Dear colleague,

A pair of atoms in a harmonic trap can carry an extra central potential, of order $\hbar\omega$ in strength, and keep every level of one partial wave where the bare trap puts it. Below I derive the simplest case, the $X_1$-Laguerre extension of the radial oscillator, and put in numbers for two $^6$Li atoms with $l=1$.

**Premises and units**

Two atoms of mass $m$ sit in an isotropic harmonic trap of angular frequency $\omega$ and interact through a central potential $U(r)$. The centre of mass separates as an oscillator of mass $2m$. The relative motion has $\mu=m/2$, and with $\Psi=u(r)Y_{lM}/r$ it obeys

$$-\frac{\hbar^2}{2\mu}u''+\left[\tfrac12\mu\omega^2r^2+\frac{\hbar^2l(l+1)}{2\mu r^2}+U\right]u=\mathcal{E}u .$$

Multiply by $2\mu/\hbar^2$ and set $w=2\mu\omega/\hbar=2/a^2$, with $a=\sqrt{\hbar/\mu\omega}$. The bare operator becomes

$$H_L=-\frac{d^2}{dr^2}+\frac{w^2r^2}{4}+\frac{L(L+1)}{r^2},$$

and an eigenvalue $E$ converts to energy by $\mathcal{E}=\hbar\omega\,E/w$. I use $z=wr^2/2=r^2/a^2$, $\alpha=l+\tfrac12$ and $\eta=wr^2+2l+1=2(z+\alpha)$. Bound states are square integrable on $(0,\infty)$ and behave as $r^{L+1}$ at the origin. Take $l\ge1$ until the section on validity.

The spectrum of $H_L$ follows from $u=r^{L+1}e^{-z/2}y(z)$ and $d^2/dr^2=2wz\,\partial_z^2+w\,\partial_z$, which give $zy''+(L+\tfrac32-z)y'+ny=0$ with $E=w(2n+L+\tfrac32)$. The solution regular at $z=0$ grows as $e^{z}$ unless $n=0,1,2,\dots$, when it is the Laguerre polynomial $L_n^{(L+1/2)}(z)$. For $L=l-1$ the complete list of bound states is

$$\psi_n=r^{l}e^{-z/2}L_n^{(\alpha-1)}(z),\qquad E_n^{-}=w\left(2n+l+\tfrac12\right).$$

**Step 1: a nodeless seed**

$H_{l-1}$ contains only $w^2$, so $w\to-w$ turns $\psi_1$ into another solution of the differential equation. Since $L_1^{(\alpha-1)}(-z)=\alpha+z$, it is

$$\phi=r^{l}e^{z/2}\eta,\qquad W\equiv\frac{\phi'}{\phi}=\frac{l}{r}+\frac{wr}{2}+\frac{2wr}{\eta}.$$

It grows at infinity and is no bound state, but it has no zero for $r>0$, so $W$ is regular there. To find its energy, compute

$$W'=-\frac{l}{r^2}+\frac w2+\frac{2w}{\eta}-\frac{4w^2r^2}{\eta^2},$$

$$W^2=\frac{l^2}{r^2}+\frac{w^2r^2}{4}+\frac{4w^2r^2}{\eta^2}+lw+\frac{4lw}{\eta}+\frac{2w^2r^2}{\eta}.$$

In the sum the $\eta^{-2}$ terms cancel and the $\eta^{-1}$ terms combine to $2w(2l+1+wr^2)/\eta=2w$. Hence

$$W^2+W'=\frac{w^2r^2}{4}+\frac{l(l-1)}{r^2}-\epsilon,\qquad\epsilon=-w\left(l+\tfrac52\right).$$

Because $\phi''/\phi=W'+W^2$, this says $H_{l-1}\phi=\epsilon\phi$, with $\epsilon$ below the whole spectrum.

**Step 2: factorisation and the partner potential**

Let $A=d/dr-W$ and $A^\dagger=-d/dr-W$. Acting on any smooth $f$,

$$A^\dagger Af=-f''+(W^2+W')f,\qquad AA^\dagger f=-f''+(W^2-W')f .$$

The first is $(H_{l-1}-\epsilon)f$. The second defines the partner $\tilde H=AA^\dagger+\epsilon$, whose potential is that of $H_{l-1}$ minus $2W'$. Writing $wr^2=\eta-(2l+1)$ in the last term of $W'$,

$$\frac{2w}{\eta}-\frac{4w^2r^2}{\eta^2}=-\frac{2w}{\eta}+\frac{4w(2l+1)}{\eta^2},$$

so that $-2W'=2l/r^2-w+4w/\eta-8w(2l+1)/\eta^2$. With $l(l-1)+2l=l(l+1)$ we get $\tilde H=H-w$, where $H=-d^2/dr^2+V$ and

$$V=\frac{w^2r^2}{4}+\frac{l(l+1)}{r^2}+\frac{4w}{wr^2+2l+1}-\frac{8w(2l+1)}{(wr^2+2l+1)^2}.$$

In laboratory units the two added terms are

$$U=2\hbar\omega\,\frac{z-\alpha}{(z+\alpha)^2}.$$

It starts at $-2\hbar\omega/\alpha$, changes sign at $z=\alpha$, has its maximum $\hbar\omega/4\alpha$ at $z=3\alpha$, and falls off as $2\hbar\omega/z=2\hbar^2/\mu r^2$.

**Step 3: the spectrum**

From the two products, $\tilde HA=AA^\dagger A+\epsilon A=AH_{l-1}$ and likewise $H_{l-1}A^\dagger=A^\dagger\tilde H$. This is the Darboux transformation.

The first relation gives $\tilde H(A\psi_n)=E_n^-(A\psi_n)$. The function $A\psi_n$ is not zero, since $A^\dagger A\psi_n=(E_n^--\epsilon)\psi_n\neq0$, and Step 4 shows that it behaves as $r^{l+1}$ at the origin and decays as a Gaussian. Every level of $H_{l-1}$ is therefore a level of $\tilde H$.

For the converse, let $\chi$ be a bound state of $\tilde H$ with eigenvalue $\tilde E$. If $A^\dagger\chi=0$ then $\chi'=-W\chi$ and $\chi\propto1/\phi\sim r^{-l}$, which is not square integrable for $l\ge1$. So $A^\dagger\chi\neq0$, and it solves the equation of $H_{l-1}$ at $\tilde E$. Near the origin $\chi\simeq c\,r^{l+1}$ gives $A^\dagger\chi\simeq-(2l+1)c\,r^{l}$, the admissible behaviour. At large $r$, $\chi$ and $\chi'$ are powers times $e^{-z/2}$ and $W$ grows only linearly. Thus $A^\dagger\chi$ is a bound state of $H_{l-1}$, and $\tilde E$ equals some $E_n^-$. Radial levels are nondegenerate, so $\chi\propto A\psi_n$. No level is gained or lost, and adding back $w$,

$$E_n=w\left(2n+l+\tfrac32\right),\qquad\mathcal{E}_n=\hbar\omega\left(2n+l+\tfrac32\right),$$

which is the spectrum of the bare $H_l$.

**Step 4: the states**

Differentiating with $dz/dr=wr$, the $l/r$ terms cancel and the two $wr/2$ terms add:

$$A\psi_n=wr^{l+1}e^{-z/2}\left[\partial_zL_n^{(\alpha-1)}-\left(1+\frac{1}{z+\alpha}\right)L_n^{(\alpha-1)}\right].$$

Use the standard identities $\partial_zL_n^{(\alpha-1)}=-L_{n-1}^{(\alpha)}$ and $L_n^{(\alpha-1)}=L_n^{(\alpha)}-L_{n-1}^{(\alpha)}$, with $L_{-1}=0$. The bracket times $(z+\alpha)$ becomes $-(z+\alpha)L_{n-1}^{(\alpha)}-(z+\alpha+1)\big(L_n^{(\alpha)}-L_{n-1}^{(\alpha)}\big)$, that is

$$\hat L_{n+1}^{(\alpha)}(z)=-(z+\alpha+1)L_n^{(\alpha)}(z)+L_{n-1}^{(\alpha)}(z),$$

a polynomial of degree $n+1$. The first two are $\hat L_1=-(z+\alpha+1)$ and $\hat L_2=z^2-\alpha(\alpha+2)$. The eigenfunctions are

$$\chi_n=A\psi_n=2w\,\frac{r^{l+1}e^{-wr^2/4}}{wr^2+2l+1}\,\hat L^{(l+1/2)}_{n+1}\!\left(\tfrac12wr^2\right).$$

These are the $X_1$-Laguerre polynomials of Gómez-Ullate, Kamran and Milson (2009), in their sign convention; Quesne gave the potential in 2008. Their differential equation follows from $\chi=gy$ with $g=r^{l+1}e^{-z/2}/(z+\alpha)$. Dividing the radial equation by $2wg$, the coefficient of $y''$ is $-z$, and that of $y'$ is $-\tfrac12-rg'/g=-(\alpha+1)+z+2z/(z+\alpha)=(z-\alpha)(z+\alpha+1)/(z+\alpha)$. The coefficient of $y$ is fixed by requiring that $y=\hat L_1$ solve the equation at $E_0$:

$$-zy''+\frac{z-\alpha}{z+\alpha}\left[(z+\alpha+1)y'-y\right]=\frac{E_n-E_0}{2w}\,y=ny .$$

A constant is not a solution, so the family starts at degree one. It is complete all the same: $H$ is self-adjoint with a confining potential, its eigenfunctions span $L^2(0,\infty)$, and Step 3 lists them all. The oscillation theorem gives $\chi_n$ exactly $n$ nodes, so $\hat L_{n+1}$ has $n$ simple positive zeros. Its remaining zero must be real, cannot be at $z=0$ because $\chi_n\sim r^{l+1}$ with nonzero coefficient, and is therefore negative, outside the physical range.

**Step 5: normalisation**

Partial integration gives $\int\chi_n^2dr=(E_n^--\epsilon)\int\psi_n^2dr$, since the boundary term $\psi_n\chi_n\sim r^{2l+1}$ vanishes. Here $E_n^--\epsilon=2w(n+\alpha+1)$. With $dr=dz/wr$ and the Laguerre norm, $\int\psi_n^2dr=w^{-1}(2/w)^{\alpha-1}\Gamma(n+\alpha)/n!$, while $\int\chi_n^2dr=w(2/w)^{\alpha}I_n$, where $I_n$ is the integral below. Equating, and using orthogonality of eigenfunctions at different energies,

$$\int_0^\infty\frac{z^\alpha e^{-z}}{(z+\alpha)^2}\hat L_{n+1}\hat L_{n'+1}\,dz=\delta_{nn'}I_n,\qquad I_n=\frac{(n+\alpha+1)\,\Gamma(n+\alpha)}{n!}.$$

The normalised state is $u_n=\big[2/(a^{2l+3}I_n)\big]^{1/2}r^{l+1}e^{-z/2}\hat L_{n+1}/(z+\alpha)$.

Levels do not move, but wavefunctions do. Define $J=\int z^\alpha e^{-z}(z+\alpha)^{-1}dz$ and $K=\int z^\alpha e^{-z}(z+\alpha)^{-2}dz$ over $(0,\infty)$. Since $\hat L_1^2/(z+\alpha)^2=1+2(z+\alpha)^{-1}+(z+\alpha)^{-2}$, the norm $I_0=(\alpha+1)\Gamma(\alpha)$ implies $2J+K=\Gamma(\alpha)$. Multiplying the same expansion by $z$ and writing $z=(z+\alpha)-\alpha$ in the fractions gives $\Gamma(\alpha+2)+2\Gamma(\alpha+1)-2\alpha J+J-\alpha K$, so

$$\frac{\langle r^2\rangle_0}{a^2}=\frac{\Gamma(\alpha+2)+\Gamma(\alpha+1)+J}{(\alpha+1)\Gamma(\alpha)},$$

against $\alpha+1$ in the bare trap. At small $r$, $u_0^2/r^{2l+2}$ exceeds its bare value $2/[a^{2l+3}\Gamma(\alpha+1)]$ by the factor $(\alpha+1)^2\Gamma(\alpha+1)/(\alpha^2I_0)=(\alpha+1)/\alpha$.

**Range of validity**

The mathematics is exact for $w>0$ and $\alpha>0$, the condition that $\eta$ has no zero on $r\ge0$. For $l=0$ the starting operator is the one-dimensional oscillator restricted to even states, and $1/\phi$ is square integrable but is excluded by $u(0)=0$; the result stands. In two dimensions $l=|M|-\tfrac12$ and $\alpha=|M|$, so it holds for $|M|\ge1$ and fails for $M=0$. Since $|U|\le2\hbar\omega/\alpha$, the deformation fades at large $l$.

The physics has three limits. First, $U$ depends on $l$: one central potential preserves the ladder of the partial wave it was built for, and I show below that it shifts another. Second, $U$ has range $a$ and strength $\hbar\omega$, so it is tied to the trap and is a designed potential, unrelated to the natural interatomic force. The same radial equation holds for a single atom in a shaped spherical trap, with $\mu\to m$. Third, separation of the centre of mass needs a harmonic trap, and $l$ is conserved only if the trap is isotropic.

**Illustration: two $^6$Li atoms, $l=1$**

Two fermions in the same internal state have odd $l$, so $l=1$, $\alpha=\tfrac32$ is the lowest channel. Take $m\approx6.015$ u and assume $\omega=2\pi\times20$ kHz. All numbers below are the model's. Then $a=410$ nm and $w=11.90\ \mu\mathrm{m}^{-2}$. The relative levels lie at $h\times50$, $90$ and $130$ kHz. The added potential is $-h\times26.7$ kHz at $r=0$, crosses zero at $502$ nm and peaks at $h\times3.33$ kHz at $870$ nm.

Dividing out powers of $z$ reduces $J$ to $\int_0^\infty z^{-1/2}e^{-z}(z+\alpha)^{-1}dz=\pi\alpha^{-1/2}e^{\alpha}\,\mathrm{erfc}\sqrt\alpha$:

$$J=-\sqrt\pi+\frac{9\pi}{4}\sqrt{\frac23}\;e^{3/2}\,\mathrm{erfc}\sqrt{\tfrac32}=0.38126,\qquad K=\Gamma(\tfrac32)-2J=0.12370 .$$

This gives $\langle r^2\rangle_0=2.272\,a^2$ in place of $2.5\,a^2$. The rms separation is $618$ nm in place of $648$ nm, smaller by $4.7$ per cent. The short-range pair density rises by the factor $5/3$. The node of the $n=1$ state moves from $z=5/2$ to $z=\sqrt{21}/2=2.291$.

Perturbation theory shows how the cancellation works. The first-order shift of the lowest $l=1$ level is $(2J-4\alpha K)\hbar\omega/\Gamma(\tfrac52)=+0.0153\,\hbar\omega$, or $h\times0.31$ kHz, and the higher orders sum to minus this value. For the lowest $l=3$ level the same $U$, averaged with weight $z^{7/2}e^{-z}/\Gamma(\tfrac92)$, gives $+0.137\,\hbar\omega$, or $h\times2.7$ kHz. The second-order term is negative and at most the variance of $U$ divided by the gap $2\hbar\omega$, which is $0.0018\,\hbar\omega$. That level is shifted.

Three neglected effects need sizes. A short-range force with $\tan\delta_1=-k^3V_p$ imposes $u\propto r^2(1-3V_p/r^3)$ outside its range. The Wronskian of this form with the bare state $cr^2$, $c^2=2/[a^5\Gamma(\tfrac52)]$, is $9c^2V_p$, so the shift is $9c^2V_p\hbar^2/2\mu=(12/\sqrt\pi)\,\hbar\omega V_p/a^3$. Away from a $p$-wave resonance $|V_p|$ is typically of the order of the cube of the van der Waals length, about $31\,a_0$ for Li, and the shift is about $4\times10^{-7}\hbar\omega$. The magnetic dipole scale $\mu_0\mu_B^2/4\pi a^3$, for moments of about one Bohr magneton, is $h\times0.19$ Hz. Trap anharmonicity is larger. A well $-U_0e^{-2\rho^2/w_0^2}$, with $\rho$ the distance from the centre and $m\omega^2=4U_0/w_0^2$, has the quartic term $-[(\hbar\omega)^2/8U_0]\,\rho^4/a_1^4$ with $a_1^2=\hbar/m\omega$. For an assumed depth $U_0=h\times1$ MHz the prefactor is $h\times50$ Hz. The lowest bare pair state has one atom in the $s$ and one in the $p$ orbital, with $\langle\rho^4\rangle/a_1^4=15/4$ and $35/4$, so the pair energy moves by about $-h\times0.6$ kHz. This is twice the first-order shift whose cancellation you would want to see, and a test needs a much deeper trap or a calibration against the undeformed one.

The natural forces between the atoms at these distances are thus some five orders of magnitude weaker than $U(0)$. An undressed, off-resonant $^6$Li pair in a harmonic trap keeps the bare ladder and the bare $648$ nm. The model's $618$ nm and its factor $5/3$ belong to a pair on which $U$ has been imposed, and since the $l=1$ levels coincide in the two cases, the pair size and the short-range density are the quantities that tell them apart.